This note concerns a hypothetical hexagonal arrangement of Al₂O₃ stretched or flattened along one axis. It is not corundum, the ordinary form of alumina. The axial ratio is the height of the cell divided by its width, relative to the starting value. The volume is held fixed, so a taller cell is also a narrower one.

Al2O3 (P-6m2, 5 atoms per cell, relaxed a = 2.856 Å, c = 7.661 Å) is deformed along c at fixed volume and fixed fractional coordinates. The calculations use Ansatz 0.2.0 with plane-wave PAW, scalar-relativistic r2SCAN without spin polarisation, a 500 eV cutoff, a Gamma-centred 12×12×4 k mesh and 0.05 eV Gaussian smearing. Pressure is positive in compression.

```
axial ratio (over its starting value)  energy change (meV/atom)  pressure (GPa)  gap on mesh (eV)
                                  0.8                     336.1          -10.39             2.846
                                 0.85                     182.0           -8.33             3.656
                                 0.92                      49.3           -4.77             4.675
                                 0.96                      12.0           -2.46             5.199
                                    1                       0.0            0.00             5.663
                                 1.05                      17.7            3.25             6.141
                                  1.1                      68.6            6.65             6.153
                                  1.2                     257.5           13.82             5.296
                                  1.3                     543.8           21.38             3.963
```

1. Does symmetry put the energy minimum at ratio 1?

No. The crystal keeps the same hexagonal symmetry at every ratio in the table, so no point of the path is special by symmetry. The minimum lies at 1 because the cell was relaxed before the scan began. A cubic crystal deformed along a cube edge would differ: its equal edges force the energy curve to be flat at the cubic shape, relaxed or not. Here the energy rises on both sides of the start, and no second minimum appears between 0.8 and 1.3.

2. Ratio 0.8 costs 336 meV/atom and ratio 1.2 only 258. Is the crystal harder to flatten than to stretch?

That comparison is unfair, because the two steps are not equally large. Going to 0.8 divides the ratio by 1.25, so its proper partner is 1.25, not 1.2. The natural measure of such a deformation is the logarithm ε = ln(axial ratio), which treats equal factors alike. In it, the energy change E follows

E = A ε² + B ε³, with A = 7.28 and B = 2.38 eV/atom.

This curve was fitted to all nine rows and misses none by much more than 1 meV/atom. It puts ratio 1.25, which was not calculated, at 389 meV/atom. For a factor of 1.25, then, stretching costs about 16 % more than flattening, and by the same curve the excess shrinks for smaller steps. Measured by plain differences from 1, the order would be reversed, so a statement about the stiffer side must name its measure.

3. The volume never changes. Why does the pressure?

The pressure in the table is an average over three directions, and those directions disagree strongly. At ratio 1.05 the same calculation gives a compressive stress of 8.66 GPa in each of the two lateral directions and a tension of 7.59 GPa along the axis. The two lateral stresses together outweigh the axial one, so the average is positive. Flattening reverses all the signs. In a cubic crystal the contributions would cancel for small deformations, so a pressure that grows in proportion to ε is a mark of unequal directions.

4. Which direction is softer, and by how much?

With the atoms held at their relative positions, the axis is softer, and the stresses suffice to show it. At fixed volume a small ε stretches the axis by 2ε/3 and shrinks each lateral length by ε/3. With the elastic constants C of a hexagonal crystal, this gives

lateral compression = (C₁₁ + C₁₂ − 2C₁₃) ε/3
axial tension = 2 (C₃₃ − C₁₃) ε/3

Under uniform pressure, the fractional shortening of the axis divided by that of a lateral length is (C₁₁ + C₁₂ − 2C₁₃)/(C₃₃ − C₁₃). This is twice the lateral compression divided by the axial tension. For ratio 1.05,

2 × 8.66 / 7.59 = 2.28.

The row at 0.96 gives 2.19 by the same route, without any fit. Uniform pressure would therefore shorten the axis by roughly twice the fraction by which it narrows the cell, if the atoms kept their relative positions. Real atoms would shift, and question 7 returns to what that may do. The sign of the pressure column carries the same message: it rises with the axial ratio exactly when this number exceeds one.

5. Why is the crystal stiff sideways?

The likely reason is that its shortest bonds lie nearly flat. Each aluminium atom has three close oxygen neighbours at 1.78 Å, and these bonds are tilted only about 22° out of the plane. Narrowing the cell presses almost directly along them, while a change of height mostly alters their small tilt. Over the whole scan, from the flattest cell to the tallest, the bond shortens from 1.867 to 1.707 Å.

The same picture would also account for stretching being the costlier side in question 2. Repulsion between atoms steepens as a bond is compressed, so a narrowed cell should resist more and more. The stresses agree: from ratio 0.8 to 1.3 the lateral stress per unit of ε grows by about 40 %, the axial one by only about 9 %. They do not isolate the energy of the short bonds from that of longer contacts, so the bond picture remains an argument that the stresses agree with but do not prove.

6. Why does the band gap rise and then fall?

The table shows the turn but not its cause. From 0.8 to 1.05 the gap climbs steadily. At 1.1 it is almost the same as at 1.05, though it may well peak between the two, and by 1.3 it has dropped to 3.96 eV. A parabola fitted to the six rows up to 1.05 would put the gap at 1.1 near 6.6 eV, against 6.15 eV calculated. A single parabola through all nine rows also fails, by up to about 0.3 eV.

So abrupt a turn suggests that a different pair of band edges takes over near 1.05 to 1.1. That is a guess until the band edges of those two rows are compared. The gaps were read on a mesh of k points, which can miss the true edges and make a gap look too wide. The functional usually errs the other way for oxides, but the two errors need not cancel. The broad rise and fall therefore deserves more trust than any single value or the exact place of the turn.

7. Which digits can be trusted, and what should be done next?

The energies are consistent with the stresses of the same runs and vary smoothly from row to row, so near the start even their tenths of a meV help to show the shape of the curve. No run with a higher cutoff or a denser k mesh is given, so convergence to that level is not shown. Nor are these energies the cost of deforming a real crystal, because the atoms were not allowed to settle after each change of shape. The forces left on them reach 3.7 eV/Å at ratio 0.8. Letting the atoms move would lower every energy except that of the start, by an amount these runs do not give.

Staying close to ratio 1 does not cure this. The leftover forces grow in proportion to ε, so the energy gained by relaxing grows as ε², just as the cost itself does. The error therefore remains a similar fraction of the cost however small the deformation.

The factor of two in question 4 may change a good deal. The tall, roomy cell suggests slabs with open gaps between them. Fixed fractional coordinates stretch slab and gap alike, whereas free atoms would let the gap take most of a change in height. The real axis is therefore expected to be much softer than the factor says. The functional also lacks long-range dispersion, the weak attraction that would help to hold such slabs together.

The remedy is to relax the atoms at each ratio with the cell held fixed. A phonon calculation at the start should come first, since the relaxation kept the symmetry and may have stopped at a saddle rather than a stable structure. The printed analysis after this note gives the fits, and the stresses divided by ε row by row.

Output of the analysis:

```
Strain analysis (start row undefined where 0):
   row  ln ratio  E/ln^2 eV/atom  E/(ratio-1)^2 eV/atom  in-plane stress/ln GPa  minus axial stress/ln GPa  E from stress meV/atom  gap slope from row above eV
   0.8   -0.2231            6.75                  8.403                   142.8                      145.9                   323.5                          n/a
  0.85   -0.1625           6.891                  8.089                   150.4                      146.9                   176.7                        13.36
  0.92  -0.08338           7.091                  7.703                   160.6                      149.7                   48.56                        12.88
  0.96  -0.04082           7.201                    7.5                   166.1                      151.6                   11.92                        12.31
   1.0         0               0                      0              -0.0001691                  9.505e-06                       0                        11.37
  1.05   0.04879           7.435                   7.08                   177.5                      155.5                   17.84                        9.797
   1.1   0.09531           7.552                   6.86                   183.2                      157.2                   69.61                        0.258
   1.2    0.1823           7.746                  6.438                   193.3                      159.2                   263.8                       -9.849
   1.3    0.2624             7.9                  6.042                   201.8                      159.2                   559.4                       -16.65
fit of energy_change on 9 rows: coefficient of l2 7282 +/- 5, coefficient of l3 2379 +/- 21; rms 0.394, worst 1.2 -1.01, leave-one-out rms 1.1
Interpolated energy at ratio 1.25 in meV/atom: 389
That energy over the energy at ratio 0.8: 1.158
Axial over lateral compressibility with clamped atoms from row 0.96: 2.192
Axial over lateral compressibility with clamped atoms from row 1.05: 2.284
Tilt of the short Al-O bond out of the plane at the start in degrees: 22.05
fit of gap_on_mesh on 6 rows (axial_ratio < 1.07): constant 5.644 +/- 0.011, coefficient of lnr 10.87 +/- 0.22, coefficient of l2 -7.708 +/- 1.1; rms 0.0144, worst 1.0 -0.0191, leave-one-out rms 0.0457
  rows outside the fit (model, value, miss): 1.1 6.61, 6.153, 0.457; 1.2 7.369, 5.296, 2.07; 1.3 7.965, 3.963, 4
fit of gap_on_mesh on 9 rows: constant 5.713 +/- 0.14, coefficient of lnr 4.961 +/- 0.69, coefficient of l2 -41.42 +/- 4.4; rms 0.243, worst 1.1 -0.344, leave-one-out rms 0.487
```
